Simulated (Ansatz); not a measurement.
## V: the change of energy above lowest point and pressure with volume per atom

Equation of state of a cubic crystal from periodic Kohn-Sham density functional theory without spin; pressure corrected for the finite basis. The results are calculated, by Ansatz 0.2.0 development build.

Cell of the first row (space group Im-3m, No. 229):
```
cell vectors (Å)
  -1.4574     1.4574     1.4574
   1.4574    -1.4574     1.4574
   1.4574     1.4574    -1.4574
atoms (fractions of the cell vectors)
V   0.00000  0.00000  0.00000
```

Settings of every row: formula V; structure type bcc; functional r2SCAN; spin treatment none; k mesh 16x16x16; occupation method fermi-dirac; occupation width 0.1 eV; wave cutoff 840 eV; datasets hand-made PAW; density cutoff ratio 4; xc grid level 2.

Limits: the SCF threshold is loose for a stress in some rows.

```
row  volume per atom (Å³)  energy above lowest point (meV/atom)  pressure (GPa)
  1                12.383                                 40.64          15.378
  2                12.787                                     ?               ?
  3                13.191                                     0           1.431
  4                13.595                                  3.68          -4.219
  5                13.998                                 20.64          -9.116
```

Question: what energy above lowest point and pressure should row 2 give?

Worked fit of energy above lowest point. Take u = (V_r/V)^(2/3) − 1 with V_r = 13.393 Å³ an atom, which is twice the finite (Eulerian) strain; such expansions in the strain, on which the Birch-Murnaghan equation of state is built, carry the rest volume and the bulk modulus. The shown rows have u = 0.05366, 0.01018, -0.00993, -0.02903. Least squares give energy above lowest point = 0.085 − 193.47 × u + 17692.5 × u² meV/atom; a straight line predicts inner rows, each left out in turn, worse (root mean square 18 against 0.15 meV/atom). The rows lie off it by -0.01, 0.05, -0.07, 0.03 (root mean square 0.046 meV/atom). Its lowest point lies at u = 0.0055, or V = 13.28 Å³ an atom, and the curvature there gives the bulk modulus at fixed shape and fractions, B = (4/9)(1 + u)² E″(u)/V = 192 GPa. The withheld row has u = 0.03135, so the fit gives 0.085 − 193.47 × (0.03135) + 17692.5 × (0.03135)² = 11.41 meV/atom.

The calculation gave 11.61 meV/atom. The fit lies 0.20 meV/atom (1.7 % of the value, 0.49 % of the column's range) below it; its largest miss of a shown row is 0.07 meV/atom.

Worked fit of pressure. Take u = (V_r/V)^(2/3) − 1 with V_r = 13.393 Å³ an atom, which is twice the finite (Eulerian) strain; such expansions in the strain, on which the Birch-Murnaghan equation of state is built, carry the rest volume and the bulk modulus. The shown rows have u = 0.05366, 0.01018, -0.00993, -0.02903. Least squares give pressure = −1.4924 + 280.791 × u + 626.23 × u² GPa; a straight line predicts inner rows, each left out in turn, worse (root mean square 0.65 against 0.00017 GPa). All shown rows lie on it to the printed digit. The pressure vanishes at u = 0.0053, or V = 13.29 Å³ an atom, and there the bulk modulus at fixed shape and fractions is B = −V dP/dV = (2/3)(1 + u) dP/du = 193 GPa. The withheld row has u = 0.03135, so the fit gives −1.4924 + 280.791 × (0.03135) + 626.23 × (0.03135)² = 7.926 GPa.

The calculation gave 7.933 GPa. The fit lies 0.007 GPa (0.029 % of the column's range) below it; its largest miss of a shown row is 0.000 GPa.
